Dear colleague,

Your 3 nm HfO2 capacitor at 0.8 V lies in the regime where an electron at the Fermi level of the negative electrode crosses the whole film under the barrier. The barrier is then a trapezoid and not the triangle of Fowler-Nordheim emission. Here is the current formula for that case, with every step and with the size of what is dropped.

Conventions and premises

e is the positive elementary charge, ħ = h/2π, and energies are in joules in the formulas (I quote them in eV). The film fills 0 < z < d. The emitter, the negative electrode, lies at z < 0 with Fermi level E_F above its band bottom; the Fermi level of the collector lies lower by eV, with V > 0 the applied voltage. J is the magnitude of the current density. φ is the height of the oxide conduction-band edge above the emitter Fermi level at z = 0, and φ_c the height above the collector Fermi level at z = d. The band edge at z = d is at E_F − eV + φ_c, so it falls across the film by

eVox = eV + φ − φ_c.   (1)

For identical electrodes Vox = V. The field is F = Vox/d, and x = eVox/φ. Direct tunnelling means x < 1.

The premises are these. (a) The oxide holds no charge and has no image potential, so its band edge is linear in z. (b) In the gap the electron is an evanescent wave of one parabolic band with isotropic mass m_ox. (c) The interfaces are flat and tunnelling is elastic, so the energy E and the wave vector k∥ along the interface are conserved. (d) The electrodes are free-electron metals of mass m, in equilibrium, and carry no voltage drop. (e) The transmission is the WKB exponential with unit prefactor. (f) The temperature is zero. I return to (a), (b), (e) and (f) with numbers.

Step 1: the current as a sum over channels

Emitter states moving towards the film carry the current density 2e ∫ d³k/(2π)³ v_z D f, where 2 counts spin, D is the transmission probability and f the occupation. At fixed k∥, v_z dk_z = dE/ħ, so the velocity cancels against the density of states. Time reversal makes D at k∥ in one direction equal to D at −k∥ in the other, and D depends only on |k∥|, so the counter-current has the same form with the collector occupation f_c. The net current is

J = (2e/h) ∫ dE [f(E) − f_c(E)] ∫ d²k∥/(2π)² D(E, k∥).   (2)

At zero temperature f − f_c is 1 for E between E_F − eV and E_F and 0 elsewhere. Below that window both sides are full and the two currents cancel. Write ε = E_F − E, so that 0 < ε < eV. The width of the window is set by V, not by Vox.

Step 2: the decay constant

By (b) and (c) the wave in the film is exp(i k∥·r) ψ(z) with ψ″ = κ²ψ and

ħ²κ²/(2m_ox) = φ + ε + τ − eFz,   τ = ħ²k∥²/(2m_ox).   (3)

Lateral motion adds τ to the barrier, and τ carries the oxide mass, because it is in the oxide that the wave decays. Only the sum η = ε + τ enters. Since d²k∥/(2π)² = k∥dk∥/(2π) = m_ox dτ/(2πħ²), eq. (2) becomes

J = K ∫₀^(eV) dε ∫₀^∞ dτ D(ε + τ),   K = e m_ox/(2π²ħ³).   (4)

The true upper limit of τ is the largest k∥ that the emitter offers at that energy, τ_max = (m/m_ox)(E_F − ε). I restore it in step 5.

Step 3: the WKB exponent

Put ψ = exp(−σ(z)). Then σ′² − σ″ = κ². If κ changes little over a decay length, |κ′| ≪ κ², the leading solution is σ′ = ±κ, and the next order gives ψ ∝ κ^(−1/2) exp(∓∫κ dz). The probability falls as the square of the decaying solution, so D = exp(−S) with S = 2∫₀^d κ dz. For x < 1 the right side of (3) is positive over the whole film for every η ≥ 0, there is no turning point, and the integral is elementary:

S(η) = [4√(2m_ox)/(3ħeF)] [(φ + η)^(3/2) − (φ − eVox + η)^(3/2)].   (5)

The most transparent channel has η = 0: an electron at the emitter Fermi level, moving along the normal. There

S₀ = (B/F)[1 − (1 − x)^(3/2)],   B = 4√(2m_ox) φ^(3/2)/(3ħe) = 4κ₀φ/(3e),   (6)

with κ₀ = √(2m_ox φ)/ħ the decay constant at the emitter interface. The first term is the exponent of the full triangle that the band edge would cut out if the film were thick enough; the second removes the tip that lies beyond z = d.

With Δ = φ − eFz the local barrier height at η = 0, |κ′|/κ² = eF/(2κΔ). This is largest at the collector side, where it equals 1/(3ζ) with

ζ = (B/2F)(1 − x)^(3/2).   (7)

The WKB form needs ζ well above 1.

Step 4: linearising about the Fermi level

S grows with η, and the integrand of (4) dies within a range of η small compared with φ when S₀ is large. So expand, S ≈ S₀ + η/E₀. Differentiating (5) at η = 0,

1/E₀ = (3B/2Fφ)[1 − (1 − x)^(1/2)].   (8)

Using B/F = 4κ₀d/(3x) and 1 − (1 − x)^(1/2) = x/[1 + (1 − x)^(1/2)], this is also

E₀ = φ[1 + (1 − x)^(1/2)]/(2κ₀d).   (9)

E₀ is the depth of the energy layer that carries the current. It lies between φ/(κ₀d) at x = 0 and half of that at x = 1.

Step 5: the two integrals

The τ integral gives E₀ exp(−S₀) exp(−ε/E₀). The ε integral over the window gives E₀[1 − exp(−eV/E₀)]. Hence

J = K E₀² W exp(−S₀),   W = 1 − exp(−eV/E₀).   (10)

From (8) and (6), E₀ = ħeF/{2√(2m_ox φ)[1 − (1 − x)^(1/2)]}, so that K E₀² = e³F²/{16π²ħφ[1 − (1 − x)^(1/2)]²}. The mass has cancelled. The result is

J = A F² [1 − (1 − x)^(1/2)]⁻² · W · exp{−(B/F)[1 − (1 − x)^(3/2)]},   A = e³/(16π²ħφ) = e³/(8πhφ).   (11)

Two remarks on the prefactor. You will often see A multiplied by m/m_ox. That factor arises when D is taken to depend on the normal kinetic energy in the metal, which replaces τ by ħ²k∥²/(2m) and m_ox by m in K. It amounts to giving the oxide the mass m for lateral motion and m_ox for normal motion. In general an oxide with lateral mass m_t and normal mass m_z has A multiplied by m_t/m_z, with m_z in B. Under premises (b) and (c) the ratio is 1.

Second, the finite band of the emitter. With τ_max restored, the τ integral gains the factor 1 − exp[−(m/m_ox)(E_F − ε)/E₀], and ε stops at the smaller of eV and E_F. I take the collector band deep enough to accept every such k∥. For a metal with E_F − eV ≫ E₀ nothing changes. For a shallow emitter with E_F < eV and equal masses, the same integral gives W = 1 − (1 + E_F/E₀)exp(−E_F/E₀). In both cases W is the share of the unlimited integral E₀² that the available states fill.

The join to Fowler-Nordheim

For x ≥ 1 the electron at η = 0 leaves the barrier at z = φ/(eF), inside the oxide. The integral of κ stops there, the second term of (5) is absent, S₀ = B/F, 1/E₀ = 3B/(2Fφ), and J = AF²W exp(−B/F). Both brackets in (11) equal 1 at x = 1, so the two expressions meet in value. For identical electrodes eV/E₀ = 2κ₀d at that point by (9), and W differs from 1 only by exp(−2κ₀d). The exponent joins with continuous slope, since the derivative of (1 − x)^(3/2) vanishes at x = 1. The prefactor does not: (1 − x)^(1/2) has infinite slope there, so (11) has a cusp. The cusp is a product of step 4. At x = 1 the channels with η > 0 still see a trapezoid, and (5) contains the term −(B/F)(η/φ)^(3/2), which has no Taylor series about η = 0. With t = η/E₀ it equals −(2/3)^(3/2)(B/F)^(−1/2) t^(3/2). To average it, note that at fixed η the variable ε in (4) runs from 0 to the smaller of η and eV, so the weight is min(t, u) e^(−t) with u = eV/E₀. For large u the mean of t^(3/2) is Γ(7/2). The unlinearised integral (4) with (5) has no such cusp.

The limit of small voltage

Take identical electrodes. Expanding (6), S₀ = 2κ₀d(1 − x/4 − x²/24 − ...), so exp(−S₀) tends to exp(−2κ₀d), the result for a rectangular barrier. The factor AF²/[1 − (1 − x)^(1/2)]² is K E₀², which tends to the constant K φ²/(κ₀d)². Without W the formula would give a current at zero bias. W tends to eV/E₀ and repairs this:

J → GV,   G = (e²/h) [κ₀/(2πd)] exp(−2κ₀d).   (12)

A symmetric junction must have J odd in V, and this tests the formula. To first order in x, exp(−S₀) grows by the factor 1 + κ₀d x/2, while W = u(1 − u/2) with u ≈ κ₀d x removes exactly that term. What remains is the factor 1 − x/4 from E₀ in (9). It is cancelled by the curvature term given next. For unlike electrodes Vox tends to (φ − φ_c)/e as V → 0; the current is again ohmic, but the exponent is (6) at that built-in tilt and not 2κ₀d.

What the linearisation drops

From (5), S″(0) = −1/{2E₀[φ(φ − eVox)]^(1/2)}. The exponent bends downwards, so (11) falls below the full integral. The first neglected term multiplies the integrand by 1 + λt², with

λ = E₀/{4[φ(φ − eVox)]^(1/2)},   ⟨t²⟩ = [6 − (6 + 4u + u²)e^(−u)]/(1 − e^(−u)),   (13)

the mean being taken with the weight min(t, u)e^(−t). At small bias λ → 1/(4κ₀d) and ⟨t²⟩ → 2 + u, so the correction is 1 + 1/(2κ₀d) + x/4. The last term cancels the stray −x/4. The middle one is the exact correction to (12) within WKB, as direct integration of exp[−2κ₀d(1 + η/φ)^(1/2)] over η shows.

Temperature

With the linearised exponent, (2) needs ∫ dE f(E) exp[(E − E_F)/E₀] = πk_BT/sin(πk_BT/E₀), which converges for k_BT < E₀. The collector term is the same integral times exp(−eV/E₀). So W survives unchanged and

J(T) = J(0) · (πk_BT/E₀)/sin(πk_BT/E₀).   (14)

The interface factor

Premise (e) ignores reflection at the two abrupt steps. Match ψ and ψ′/mass at each interface (the BenDaniel-Duke condition), with normal velocities v = ħk_z/m in the metals and w = ħκ/m_ox just inside the oxide. Let a be the coefficient of the decaying wave κ^(−1/2)exp(−∫κ dz). At z = 0 the growing wave is negligible, and for unit incident amplitude 1 + r = a/√κ₁ and iv₁(1 − r) = −w₁a/√κ₁ give |a|² = 4v₁²κ₁/(v₁² + w₁²). At z = d both waves are needed; eliminating the growing one gives the transmitted intensity |a|²exp(−S) · 4w₂²/[κ₂(v₂² + w₂²)]. Multiplying by v₂/v₁ and using κ₁/κ₂ = w₁/w₂,

D = P exp(−S),   P = 16 v₁v₂w₁w₂/[(v₁² + w₁²)(v₂² + w₂²)].   (15)

Each interface contributes 4vw/(v² + w²), at most 2, so P lies between 0 and 4. The slope of κ^(−1/2) was dropped, which costs terms of order 1/ζ.

Your capacitor

I take identical electrodes, d = 3 nm, V = Vox = 0.8 V, and as typical inputs φ = 2.0 eV and m_ox = 0.20 m_e. For the corrections I use m = m_e, E_F about 5 eV, an optical dielectric constant of about 4 and a gap of about 5.7 eV. These are assumed values; you must replace φ and m_ox by those of your stack. Intermediate numbers carry extra digits so that you can follow the arithmetic.

x = 0.40, F = 2.667 × 10⁸ V/m
κ₀ = 3.240 × 10⁹ m⁻¹, 2κ₀d = 19.44
B = 8.640 × 10⁹ V/m, B/F = 32.40
1 − (1 − x)^(3/2) = 0.5352, S₀ = 17.34, exp(−S₀) = 2.94 × 10⁻⁸
1 − (1 − x)^(1/2) = 0.2254, E₀ = 0.1826 eV
u = 4.382, W = 0.9875
A = 7.707 × 10⁻⁷ A/V², AF² = 5.481 × 10¹⁰ A/m², K E₀² = 1.079 × 10¹² A/m²

Equation (11) then gives J = 3.1 × 10⁴ A/m². The Fowler-Nordheim exponent at the same field would be 32.40, so applying that law here would miss the current by many decades. The low-bias conductance (12) is G = 2.4 × 10⁴ S/m², and GV = 1.9 × 10⁴ A/m² at 0.8 V: the current is only 1.6 times its ohmic extrapolation. With the factor m/m_ox in A the result would read 1.6 × 10⁵ A/m², so state which A you fit with.

Now the neglected terms. WKB is safe: ζ = 7.5 and |κ′|/κ² is at most 0.044. The cut-off at τ_max removes a term whose exponent is at least 119. The curvature has λ = 0.029 and ⟨t²⟩ = 5.5, a first-order increase of 0.16; numerical integration of (4) with (5) gives 1.17 times the value of (11). At low bias the same correction is 0.051. At 300 K, k_BT/E₀ = 0.142 and (14) gives a factor 1.034. Emission over the barrier, K(k_BT)²exp(−φ/k_BT), is 5 × 10⁻²⁴ A/m² and plays no part. Had you biased the same film to 2.0 V, where x = 1 and B/F = 12.96, the t^(3/2) term would have the coefficient 0.15 and would raise the current by about 0.5 of its value at first order, so (11) is rough near the join.

Three terms are larger. The first is P. At η = 0, v² and w² are proportional to 5 and 10 at the emitter and to 5.8 and 6 at the collector (kinetic energy or barrier height in eV, divided by mass in m_e), and P = 3.8. The exact solution of the linear barrier in Airy functions reproduces P exp(−S₀) to better than one per cent. The value rests on the free-electron picture of the electrode, and a transition-metal or nitride electrode can have a quite different one.

The second is the image potential. Summing the images in both electrodes,

U(z) = −[e²/(16πε₀ε_r)] {1/z + Σ_(n≥1) [1/(nd + z) + 1/(nd − z) − 2/(nd)]}.   (16)

The time d/w₁ is 1.6 × 10⁻¹⁵ s, too short for the lattice to respond, so ε_r is the optical value. At mid-film U = −e² ln2/(4πε₀ε_r d) = −0.083 eV, and it is deeper everywhere else. Integrating κ between the turning points with (16) added to the barrier lowers S₀ by 1.9, a factor of about 7 in transmission. Much of that comes from the first atomic layers, where the classical form (16) is not reliable, so read it as an indication of size. It also rounds the steps on which P was computed, so the two factors do not simply multiply.

The third is the band shape. In the two-band (Franz) form κ² is multiplied by 1 − Δ/E_g for a state at depth Δ below the conduction band. That scales κ by 0.81 at the emitter side and 0.89 at the collector side. Hence m_ox in (11) is an effective tunnelling mass, smaller than the band-edge mass in this model, and it drifts somewhat with bias and with φ.

The inputs matter as much. Raising m_ox by ten per cent lowers J by a factor 2.3, and adding 0.1 nm at fixed voltage lowers it by 1.9. The figure 3 × 10⁴ A/m² is therefore an order of magnitude, and a fit of φ and m_ox to your curve absorbs P and the image term, so its success in absolute current tests nothing.

Range of validity

Equation (11) holds when 0 < eVox < φ with φ − eVox several times E₀, which keeps λ small and, with ζ well above 1, keeps WKB valid at the collector side; here 1.2 eV stands against 0.18 eV. It needs κ₀d ≫ 1, since both the neglect of the growing wave and the linearisation improve with it. It needs k_BT well below E₀, with (14) as the correction, and E_F − eV ≫ E₀ for the simple form of W. It needs a single uniform dielectric without fixed charge or interfacial layer, with all the voltage across it. Rough or disordered interfaces relax the conservation of k∥ and change the prefactor, and thickness variations weight the thin spots exponentially. It describes the intrinsic elastic current only, and conduction through traps adds to it. What you can test without trusting the prefactor is the shape: an ohmic start, a rise of a few per cent between low temperature and 300 K if φ itself stays fixed, and ln J falling with thickness at fixed voltage with a slope close to −(S₀ + 2)/d, which here is −6.4 × 10⁹ m⁻¹.